Scattering phases of a lanthanum pseudopotential: an examination question

Scales to keep in mind. The phase θ = arctan(r u′/u), taken at a fixed radius r from the radial wave u, falls by π each time the wave gains a node inside the sphere. For the radius used here the kinetic-energy unit of a particle confined to the sphere is π²/r² ≈ 0.9 Ry. The energy grid has steps of about 0.5 Ry, and narrower levels can slip between rows.

Question

The table comes from one deliberately unoptimised norm-conserving potential (LDA, scalar-relativistic). Rows are energies, phases are in radians, and each error is pseudo minus all-electron, with multiples of π matched at the reference level E₀ of the channel. A separate test of the same potential found one bound ghost: a spurious p level at −2.66 Ry, far below the intended 6p level.

Scattering phases of the La atom from ld1.x 7.5 with scalar-relativistic LDA (Perdew-Zunger) and a separable Troullier-Martins pseudopotential: [Xe] core, valence 4f0 5d1 6s2 6p0, s channel local, radii s 2.95, p 3.1, d 2.7 bohr, nonlinear core correction. Phases are taken at r = 3.364 bohr; the reference energies E₀ are s -0.2806, p -0.1039, d -0.2358 Ry.

```
energy (Ry)  phase s all-electron (rad)  phase s error (rad)  phase p all-electron (rad)  phase p error (rad)  phase d all-electron (rad)  phase d error (rad)
     -2.000                      1.3386              -0.0248                      1.1886              -2.9002                      1.3395               0.0030
     -1.520                      1.2812              -0.0204                     -1.5904              -0.1695                      1.2923               0.0043
     -1.040                      1.1819              -0.0175                     -1.7762              -0.0334                      1.1926               0.0069
     -0.560                      0.9366              -0.0093                     -1.8758              -0.0086                      0.7767               0.0123
     -0.080                     -0.0424              -0.0290                     -2.0419               0.0000                     -1.2457               0.0035
      0.400                     -1.1257              -0.1731                     -2.5532              -0.0713                     -1.6027               0.0164
      0.880                     -1.4001              -0.6031                     -3.9037              -0.2035                     -1.7379               0.0375
      1.360                     -1.5103              -2.8101                     -4.4177              -0.1036                     -1.8893               0.0956
      1.840                     -1.5757              -2.9845                     -4.5790              -0.0768                     -2.2731               0.3489
      2.320                     -1.6266              -3.0206                     -4.6595              -0.0711                     -3.7072               1.4941
      2.800                     -1.6770              -3.0245                     -4.7126              -0.0769                     -4.3755               1.2220
      3.280                     -1.7407              -3.0057                     -4.7560              -0.0957                     -4.5505               0.4292
      3.760                     -1.8487              -2.9455                     -4.7992              -0.1414                     -4.6314               0.2177
      4.240                     -2.1341              -2.7292                     -4.8522              -0.2725                     -4.6821               0.1493
      4.720                     -3.4033              -1.6234                     -4.9355              -0.8775                     -4.7206               0.1225
```

(a) Derive dθ/dE and say how the error must behave near E₀.
(b) Explain the s error above 1 Ry with a simple model, and estimate where the pseudo s wave first vanishes at r.
(c) The d error rises to 1.49 rad and falls again. Has the potential recovered at the top of the grid?
(d) Is the p error of −2.90 rad at −2.000 Ry the ghost? What does the ghost imply about the projector?

Model answer

(a) In rydberg units −u″ + Vu = Eu, with the centrifugal term included in V. Differentiating with respect to E, multiplying by u, subtracting the original equation times ∂u/∂E and integrating from 0 to r gives

d(u′/u)/dE = −N/u(r)², N = ∫₀ʳ u² dr

and, since dθ = r d(u′/u)/(1 + r²u′²/u²),

dθ/dE = −r N/(u² + r²u′²).

An energy-independent projector drops out of the subtraction, so the phase can only fall, and all six phases do so in every row. It falls steeply where u′ = 0 (θ = 0, −π, …), because the denominator loses its large term, and slowly near u = 0 (θ = −π/2, −3π/2, …): a staircase.

At E₀ the pseudo wave equals the all-electron wave outside the core radius and holds the same N inside. Value and slope of θ therefore agree, and the error starts as (E − E₀)². The pseudo 6p wave of this run gives N = 0.081 and a slope of −0.52 rad/Ry, against −0.50 interpolated from the all-electron column. This agreement is built into the scheme and says nothing about quality. The second-order signature is visible in the signs: at −0.560 and 0.400 Ry, on opposite sides of E₀, each channel errs with one sign, negative for s and p, positive for d. A pure parabola it is not. For s, error/(E − E₀)² is −0.12 at −0.560 and −0.72 at −0.080 rad/Ry², so higher orders matter within 0.3 Ry, and the grid cannot exclude a small linear term. Errors exceed 0.05 rad already at 0.400 Ry in s and p, while d stays below that up to 0.880 Ry.

(b) The s channel is the local potential and has no projector, so a separable-form ghost is impossible here. The cause is argued from the nodes. In the semiclassical picture the wave accumulates a phase Φ = ∫k dr with k = √(E − V), and

dΦ/dE = ∫dr/(2k).

The all-electron 6s wave races through the deep core, where k is large, so that region contributes many nodes but almost no change with energy. Only the outer part responds; the last 6s node lies at about 1.9 bohr. The nodeless pseudo wave has no such fast core: the inner region responds to energy too, so the sphere holds more s states per rydberg and new nodes arrive sooner. Norm conservation repairs the slope at E₀ and nowhere else.

Take a flat box of width w and floor V₀, with u = sin(kx). The conditions u′ = 0 and u = 0 at the edge alternate at

E = V₀ + q²π²/w², q = 1/2, 1, 3/2, 2.

For the pseudo wave set w = r. Then π²/r² = 9.870/11.32 = 0.872 Ry. The first crossing (θ = 0) is interpolated at −0.10 Ry, so V₀ = −0.10 − 0.25 × 0.872 = −0.32 Ry, and u(r) first vanishes at −0.32 + 0.87 = 0.55 Ry. On a finer energy grid of the same run the pseudo phase crosses −π/2 at 0.64 Ry, about 0.09 Ry above the estimate. (Interpolating in the table gives 0.58 Ry, which flatters the box; the other crossings and energy shifts quoted in this answer are interpolated in the table unless stated otherwise, and may be off by similar amounts.) Only the first crossing was used to fix V₀, so this zero is not fitted, but even this rough agreement is partly luck: the box only counts the states the sphere can hold, and the actual potential, as shown below, is far from flat on this energy scale. The all-electron phase reaches −π/2 only at 1.80 Ry and −π at about 4.6 Ry. Fitting V₀ and w to the crossings gives w ≈ 2.0 bohr for the three all-electron points and 3.6 bohr for the four pseudo points; the printed analysis after this text lists crossings and residuals, all interpolated in the table, and with the finer-grid values the pseudo width is still 3.6 bohr. Two constants that trade against each other on three points show a contrast of widths and no more.

The error column follows. The pseudo phase passes −π near 1.05 Ry on the finer grid, some 3.5 Ry before the all-electron one, and from 1.360 to 3.760 Ry the error stays within a third of a radian of −π: both phases rest on flat treads, one step apart. At 4.720 Ry the all-electron phase is in the middle of its own drop, which shrinks the error to −1.62. That is no repair, since the box puts the next pseudo drop at −0.32 + 6.25 × 0.872 ≈ 5.1 Ry, just beyond the grid.

The box fails at q = 3/2, predicting 1.64 Ry where about 1.05 is found. The pseudo 6s wave of the run shows that the potential is not flat: it curves downward inside about 1.2 bohr, upward around 1.5 to 2.2 bohr and downward again outside. Since u″/u = V − E, that means an inner well behind a barrier. Second differences of the tabulated wave give V of about −2 Ry near 0.6 bohr and about +1.3 Ry near 1.9 bohr, so the crossings at 0.64 and about 1.05 Ry both lie below the barrier top. Because the s channel is local, this wave fixes its potential, and integrating in that potential shows the wave piling up in the inner well at these energies. The early and abrupt drop, 2.3 rad in one grid step, is a resonance of the inner well: an extra level with no all-electron partner.

(c) It has not recovered. If the pseudo staircase is the all-electron one displaced by δ, so that θ_pseudo(E) = θ_all-electron(E − δ), then

error ≈ −δ · dθ/dE.

A displaced step gives a hump where the stair is steep; a missing step would leave an offset of π. The d error peaks at 0.48π and decays, so the step is late: −π is crossed at 2.80 instead of 2.15 Ry. Near 2.320 Ry the all-electron phase falls 1.43 rad in 0.48 Ry, or 3.0 rad/Ry, and a shift of 0.52 Ry then costs about 1.6 rad. (The shift is read from the same columns, so this restates the error in energy units.) In those units nothing improves: the shift grows in every row from −0.080 Ry upward and reaches about 1.2 Ry at 4.720, where the error is only 0.12 rad because the tread is flat. The p channel does the same with opposite sign. Its error shrinks in size from −0.20 at 0.880 to −0.07 at 2.320 Ry while the pseudo phase runs ever earlier, by 0.13 and then 0.67 Ry, and the −0.88 in the last row is its next drop beginning.

The node argument of (b) makes pseudo steps early, which fits the sign in s and p, whose last nodes lie near 2 bohr. It does not fit the sizes: the 6p node lies somewhat farther out than the 6s node, yet the p steps come far less early. In p the argument is not decisive anyway, because away from E₀ a separable p wave feels the s potential plus one projector, not the p potential from which the node was removed. The 5d node lies near 0.9 bohr and 4f has none, so little is lost by removing nodes, and both run late: the f error of the same run is positive throughout, 1.76 rad at 1.360 Ry and larger still in the last row. For d the tabulated waves give the cause. Inverted, they yield a d potential more attractive than the s potential throughout the core; applied directly it follows the all-electron step closely, slightly early, whereas the separable form delays the step. The single projector binds the reference state, while higher states overlap it poorly and feel mainly the less attractive s potential. For f the same cause is likely but not shown.

(d) It is not the ghost, which lies at −2.66 Ry, below the grid. Between −2.000 and −1.520 Ry the all-electron p phase drops by 2.78 rad and the pseudo phase by 0.05, so the step belongs to the all-electron atom. The p level below 6p is 5p, which the [Xe] core freezes out. Any potential with 6p as its lowest intended p state would show such an offset, and modulo π the error in that row is 0.24 rad. The pseudo value r u′/u = 7.06 at −2.000 Ry, well above the 4 or so of s and d, is the tail of the pole that accompanies the ghost below the grid: the separable form built from the tabulated waves produces it, the radial p potential alone does not.

The pseudo 6p wave is nodeless, so in a purely radial potential it would be the lowest p state. The lower level comes from the separable form, H = H_local + |χ⟩⟨χ|/D with χ = (V_p − V_local)φ, φ the pseudo 6p wave and D = ⟨φ|V_p − V_local|φ⟩. The levels of such a rank-one change interlace those of H_local. Every p level of the s potential lies above its lowest s level, −0.28 Ry, because of the centrifugal term. A repulsive projector only raises levels, so a state at −2.66 Ry requires D < 0, and 6p at −0.10 Ry can then be the second level only if the local potential already binds a p state below it. The pseudo 6p wave, with a hump at 0.93 bohr and a dip near 1.9 bohr, points to a deep inner well in V_p behind a high barrier. V_p − V_local is then strongly negative inside and positive farther out, so χ is strong and compact while D is small by cancellation, and the projector term is very attractive.

Remarks on the reasoning

One mistake to avoid is to read every error near π as a ghost. The table has two such features, and they are a frozen core level and a spurious resonance in the inner well of the local potential, an extra level though not a separable-form ghost. The first thing to ask is which curve, pseudo or all-electron, made the step. The opposite mistake is to read a small phase error on a flat tread as accuracy.

Good atomic energies do not clear the potential either. The first ionisation energy is only about 1.6 meV too large in about 6 eV (the second is off by some 55 meV in 11 eV, and one further atomic test was left out or not solved), but such tests fill prescribed shells, whereas a calculation that fills the lowest levels would put electrons into the ghost. A low cutoff does not hide it: at 10 Ry it is 2.04 Ry too high, at about −0.62 Ry, and still below all valence levels. The reference itself has the empty 4f level below the occupied 6s and 5d, a placement for which LDA is unreliable, so agreement with this atom is agreement with a model, and none of these atomic errors translates directly into an error in a solid.

For a neighbouring case the node argument suggests, untested here, that treating 5s and 5p as valence would keep the outermost node in the 6s and 6p waves and should widen the s and p windows. The position of the removed node alone does not set how early the steps come, as the comparison of s and p shows. The ghost and the late d step both come from the separable form built on the s potential; whether another local potential would cure both is what this single run leaves open.

The analysis program printed:

```
rounding 0.00005 rad; grid step 0.48 Ry; ghost -2.661 Ry, 0.661 Ry below grid
E[Ry] | pseudo phase s p d [rad] | shift E-E_AE(same phase) s p d [Ry], nan = outside AE range
 -2.00 |   1.314  -1.712   1.342 |  -0.23  -0.74    nan
 -1.52 |   1.261  -1.760   1.297 |  -0.12  -0.42   0.03
 -1.04 |   1.164  -1.810   1.200 |  -0.05  -0.15   0.02
 -0.56 |   0.927  -1.884   0.789 |  -0.01  -0.03   0.01
 -0.08 |  -0.071  -2.042  -1.242 |  -0.01   0.00   0.00
  0.40 |  -1.299  -2.624  -1.586 |  -0.24  -0.04   0.03
  0.88 |  -2.003  -4.107  -1.700 |  -3.21  -0.13   0.14
  1.36 |  -4.320  -4.521  -1.794 |    nan  -0.26   0.28
  1.84 |  -4.560  -4.656  -1.924 |    nan  -0.45   0.42
  2.32 |  -4.647  -4.731  -2.213 |    nan  -0.67   0.52
  2.80 |  -4.702  -4.790  -3.153 |    nan  -0.86   0.66
  3.28 |  -4.746  -4.852  -4.121 |    nan  -0.96   0.73
  3.76 |  -4.794  -4.941  -4.414 |    nan    nan   0.90
  4.24 |  -4.863  -5.125  -4.533 |    nan    nan   1.03
  4.72 |  -5.027  -5.813  -4.598 |    nan    nan   1.19
crossings of -m*pi/2 [Ry] (even m: u'=0, odd m: u=0), m:tan-interp/linear-interp
s AE 0:-0.09/-0.10  1:1.80/1.80  2:4.65/4.62
s PS 0:-0.10/-0.11  1:0.58/0.59  2:1.11/1.12  3:2.92/2.92
s PS-AE 0:-0.01/-0.01  1:-1.22/-1.22  2:-3.54/-3.51
p AE 0:-1.79/-1.79  1:-1.52/-1.52  2:0.60/0.61  3:2.80/2.80
p PS 2:0.54/0.57  3:2.20/2.20
p PS-AE 2:-0.06/-0.04  3:-0.59/-0.59
d AE 0:-0.44/-0.38  1:0.36/0.36  2:2.15/2.13  3:4.62/4.62
d PS 0:-0.44/-0.37  1:0.38/0.38  2:2.80/2.79
d PS-AE 0:+0.00/+0.00  1:+0.02/+0.02  2:+0.64/+0.66
s box model E = V0 + q^2 pi^2/w^2; pi^2/r^2 = 0.872 Ry
AE fit unit 2.363 Ry, w 2.04 bohr, V0 -0.64 Ry, resid [-0.05  0.08 -0.03]
AE w=r anchored: predicted [-0.09  0.56  1.65] found [-0.09  1.8   4.65]
PS fit unit 0.778 Ry, w 3.56 bohr, V0 -0.33 Ry, resid [ 0.04  0.14 -0.31  0.14]
PS w=r anchored: predicted [-0.1   0.55  1.64  3.17] found [-0.1   0.58  1.11  2.92]
at Eref: phase, slope from wave identity vs interpolated table [rad, rad/Ry]
s N 0.254 phase 0.510 vs 0.433 slope -2.30 vs -2.41 (secant -2.04)
p N 0.081 phase -2.044 vs -2.030 slope -0.52 vs -0.50 (secant -0.35)
d N 0.681 phase -0.811 vs -0.704 slope -4.46 vs -5.09 (secant -4.21)
s err/(E-Eref)^2 [rad/Ry^2] at E=-1.04..0.88: [-0.03  -0.119 -0.721 -0.374 -0.448]
p err/(E-Eref)^2 [rad/Ry^2] at E=-1.04..0.88: [-0.038 -0.041  0.    -0.281 -0.21 ]
d err/(E-Eref)^2 [rad/Ry^2] at E=-1.04..0.88: [0.011 0.117 0.144 0.041 0.03 ]
s rows |err|<0.05: [-2.   -1.52 -1.04 -0.56 -0.08] worst -3.0245 at 2.80
p rows |err|<0.05: [-1.04 -0.56 -0.08] worst -2.9002 at -2.00
d rows |err|<0.05: [-2.   -1.52 -1.04 -0.56 -0.08  0.4   0.88] worst 1.4941 at 2.32
s err+pi, E=1.36..4.72: [0.331 0.157 0.121 0.117 0.136 0.196 0.412 1.518]
p first step: AE drop -2.779, PS drop -0.048 rad; err+pi at -2.0: 0.241
r u'/u at -2.0: AE s p d [4.23 2.49 4.25] PS [3.81 7.06 4.3 ]
d peak err/pi 0.48, last/peak 0.082
```
